The surface is the clean (001) face of lonsdaleite, the hexagonal form of diamond, treated with a density functional and without spin. Negative bias images filled states, positive bias empty ones. Mean density is taken over a plane 4 Å above the topmost nucleus; "bright over dark" is the density ratio of the brightest to the darkest point of that plane, and corrugation is the height range of a surface of constant density.

Ansatz 0.2.0, PBE plane-wave PAW calculations without spin for a 16-atom slab of lonsdaleite (001), with a 600 eV cutoff, a 27 × 27 × 1 k mesh and 0.1 eV Gaussian smearing. Tersoff-Hamann images are taken 4 Å above the topmost nucleus, with sample bias counted from the Fermi level; corrugation is that of the surface at the plane's mean density.

| bias (V) | log10 mean density (log10 of e/angstrom^3) | bright over dark | corrugation (Å) | brightest over | apparent barrier at 4 angstrom (eV) |
| --- | --- | --- | --- | --- | --- |
| -2.000 | -5.516 | 2.217 | 0.248 | C | 10.152 |
| -1.000 | -5.516 | 2.217 | 0.248 | C | 10.152 |
| -0.500 | -5.516 | 2.218 | 0.248 | C | 10.152 |
| -0.250 | -5.553 | 2.007 | 0.219 | C | 9.891 |
| 0.250 | -5.140 | 1.152 | 0.051 | C | 7.234 |
| 0.500 | -4.465 | 1.059 | 0.023 | flat | 5.719 |
| 1.000 | -4.220 | 1.040 | 0.017 | flat | 5.025 |

### Which polarity gives the denser image, and are there more states behind it?

Positive bias does: at +1 V the mean density is about 20 times that at −1 V. The number of states doesn't explain this. The upper half of the slab holds a half-filled band of dangling bonds, with about one filled and one empty state per cell. The empty states must therefore reach further into the vacuum.

### Why does the image stop changing between −0.5 and −2 V?

The dangling-bond band of the upper face has run out. The deeper windows do add states, but these lie mainly on the bottom face of the slab, which was held at bulk positions, or inside the slab, and less than one percent of their weight is on the top bilayer. A wider window adds signal only if its states reach the tip.

### What makes the filled states fade faster?

An electron wave outside a surface decays according to its energy and to how fast it oscillates along the surface. With $E$ counted from the Fermi level, work function $W$ and in-plane wave vector $k$, the effective barrier is

$$B = W - E + \frac{\hbar^2k^2}{2m}.$$

Light totally reflected inside glass behaves alike: the more grazing the ray, the faster its field dies outside. Smooth glass has no atomic lattice, so the analogy covers the decay but not the corrugation.

Energy alone would make a state in the band's highest window (0.5 to 1 V) about 3 times denser at the tip than one in its lowest (−0.5 to −0.25 V); the calculation gives about 180. This points to a band that rises from the edge of the surface Brillouin zone, where $k$ is large, to its centre. Bands resolved in $k$ would test this directly, but they are not available here.

### Can the barrier be estimated from a count of states?

Let the band fill the zone in concentric rings, the highest states innermost, each ring's area set by its number of states. The window from −0.25 V to zero then has a mean in-plane energy of 5.95 eV. With a work function of 4.71 eV and a mid-window energy 0.125 eV below the Fermi level,

$$B \approx 4.71 + 0.125 + 5.95 \approx 10.8\ \text{eV}.$$

The table's apparent barrier is 9.9 eV, so the estimate is 9 % too high.

No constant was adjusted to the barriers, though the table's densities weight the windows within each image. The model overshoots by 7 to 10 % in every row. Part of this is expected, since the slowest-decaying waves of a ring dominate at the tip. The reversed band order misses by about 4 eV on average (rms). Density ratios come out less well: the rings turn the factor of 180 into about 600. The printed analysis after this text gives all rows.

### Why are the filled states more corrugated?

Near the zone edge, several lattice-related waves have similar wavelengths and decay at similar rates. They survive together and interfere, which leaves bright and dark places. Near the zone centre one smooth wave outlives the others. This is the standard theoretical account; the table shows only its result, 0.25 Å at −1 V against 0.02 Å at +1 V.

Slower decay isn't what flattens the empty-state image. If an image with the −1 V contrast faded into the vacuum as slowly as the +1 V image, its corrugation would rise to about 0.35 Å. The contrast itself has to be weak.

### What would change on another carbon surface?

The useful question is where in the zone the filled and empty states lie. In graphene both meet at the zone corner, so near zero bias both should decay fast and the strong polarity effect should be absent. For the present face, the images belong to an unreconstructed surface treated without spin. Magnetic order or reconstruction could move the filled and empty states to other parts of the zone; neither was tested, and the closely related diamond (111) face does reconstruct.

### Which digits can be trusted?

The contrast between polarities is far larger than any doubt about the last digits. The step from 2.217 to 2.218 in bright over dark has no meaning, and the corrugations at +0.5 and +1 V are best read as "about 0.02 Å, nearly flat". Smearing does not blur the bias windows directly, since every state inside one is counted as full, but it can still affect the density and the Fermi level from which they are measured. At +1 V, 15 % of the empty band states supply 43 % of the density, so much of this value rests on few states, and the highest levels are only loosely converged. In every row the exchange-correlation potential is also rough where the density is thin, as it is at the tip, so the last digits of densities and barriers deserve little trust. The images also assume an s-wave tip, and a tip with other orbitals could show a different corrugation.

For practical work, an apparent barrier should not be reported as a work function. Every row lies above the computed work function of this face, 4.71 eV; +1 V comes closest, partly because its states lie above the Fermi level, which offsets some of the in-plane term. The filled states are off by a factor of two.

The analysis program printed:

```
Window added at each bias (zero where no upper surface band state is added):
    row  band states per cell  added density in 1e-6 e/A^3  density per state in 1e-6 e/A^3  ring in-plane energy in eV
   -2.0                     0                            0                                0                           0
   -1.0                     0                            0                                0                           0
   -0.5                0.2522                       0.2489                           0.9868                       8.143
  -0.25                0.7572                        2.799                            3.696                       5.948
   0.25                0.4318                        7.244                            16.78                       3.363
    0.5                0.4105                        27.03                            65.85                       1.531
    1.0                0.1468                        25.98                              177                      0.3192
Whole image at each bias:
    row  ring model barrier in eV  ring model miss in %  reversed band barrier in eV  density fall per angstrom  corrugation from contrast and decay in A
   -2.0                     10.97                 8.081                        7.408                      26.17                                    0.2439
   -1.0                     10.97                 8.081                        7.408                      26.17                                    0.2439
   -0.5                     10.97                 8.081                        7.408                      26.17                                     0.244
  -0.25                     10.78                 9.009                        7.577                      25.09                                    0.2162
   0.25                     7.947                  9.85                        9.913                      15.73                                   0.05134
    0.5                     6.279                 9.784                        11.15                      11.59                                   0.02339
    1.0                     5.369                 6.848                        11.65                      9.943                                   0.01708
filled band states on the upper half, per cell: 1.009
empty band states on the upper half, per cell: 0.9891
mean density at +1 V over that at -1 V: 19.77
same ratio from the two apparent barriers over 4 angstrom: 48.01
density per state, highest window over lowest: 179.4
same factor from the ring model over 4 angstrom: 619.5
same factor from energy alone over 4 angstrom: 2.963
barrier at the ring between filled and empty states, eV: 9.055
rms miss of the ring model barrier, eV: 0.7321
rms miss of the reversed band barrier, eV: 3.938
corrugation for the -1 V contrast with the +1 V decay, angstrom: 0.3466
share of the +1 V density from the window 0.5 to 1 V, %: 43.11
share of the empty band states in that window, %: 14.84
```
